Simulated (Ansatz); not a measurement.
**Ligand exchange: B(CH3)(SH)2 + Sn(SH)2 → B(SH)3 + Sn(CH3)(SH)**

Species: B(CH3)(SH)2, singlet; Sn(SH)2, singlet; B(SH)3, singlet; Sn(CH3)(SH), singlet. The partners trade CH3 for SH: B–CH3 and Sn–SH bonds give way to B–SH and Sn–CH3.

Shapes, held fixed at every level: PBE0-D4/def2-TZVP. Flexible molecules stand in one conformer, not always the lowest. Programs: Ansatz 0.2.0. Electronic energies: no zero-point or thermal term.

| level | kind | ΔE (kJ/mol) | less CCSD(T)/def2-TZVPP | CPU time (sum over the molecules) |
| --- | --- | --- | --- | --- |
| HF/def2-TZVPP | Hartree–Fock | +80.1 | +14.1 | – |
| PBE-D4/def2-TZVPP | GGA | +74.1 | +8.1 | 24 s |
| r2SCAN-D4/def2-TZVPP | meta-GGA | +75.7 | +9.7 | 36 s |
| PBE0-D4/def2-TZVPP | global hybrid | +73.9 | +7.9 | 22 s |
| wB97X-V/def2-TZVPP | range-separated hybrid | +71.0 | +5.0 | 75 s |
| B2PLYP/def2-TZVPP | double hybrid | +74.2 | +8.2 | 51 s |
| CCSD/def2-TZVPP | coupled cluster or CI | +67.4 | +1.4 | – |
| CCSD(T)/def2-TZVPP | coupled cluster or CI | +66.0 | 0.0 | 3.5 min |

The highest level, CCSD(T)/def2-TZVPP, gives ΔE = +66.0 kJ/mol; the levels span +66.0 to +80.1. The column of differences is taken from that level and isn't an error. No measured value is set beside it here. For atoms past krypton def2 sets carry core potentials with scalar relativity. Correlated rows may include outer-core shells of Sn, which these sets cover unevenly. Times are processor times on shared x86 and Arm servers, and rough.

The exchange is clearly uphill in electronic energy at every level, so methyl favours boron and thiolate favours tin(II) in this pair. The preference probably reflects orbital match: boron's compact valence orbitals overlap well with carbon, while tin's diffuse 5p orbitals make weaker bonds to carbon and are better served by sulfur. Sulfur lone pairs can also donate into the empty p orbital of either centre. Boron already has two such donors, so a third should add little, whereas the stannylene loses one of its two and gains a methyl group with no lone pair to offer.

Electron correlation lowers the cost relative to Hartree–Fock, and CCSD recovers most of that shift, leaving only a small contribution from triples. The density functionals all lie above CCSD(T), and the near-equality of PBE and PBE0 suggests that the share of exact exchange is not the deciding factor. The reaction energy fixes only the balance among the four bonds, not the strength of any one of them.
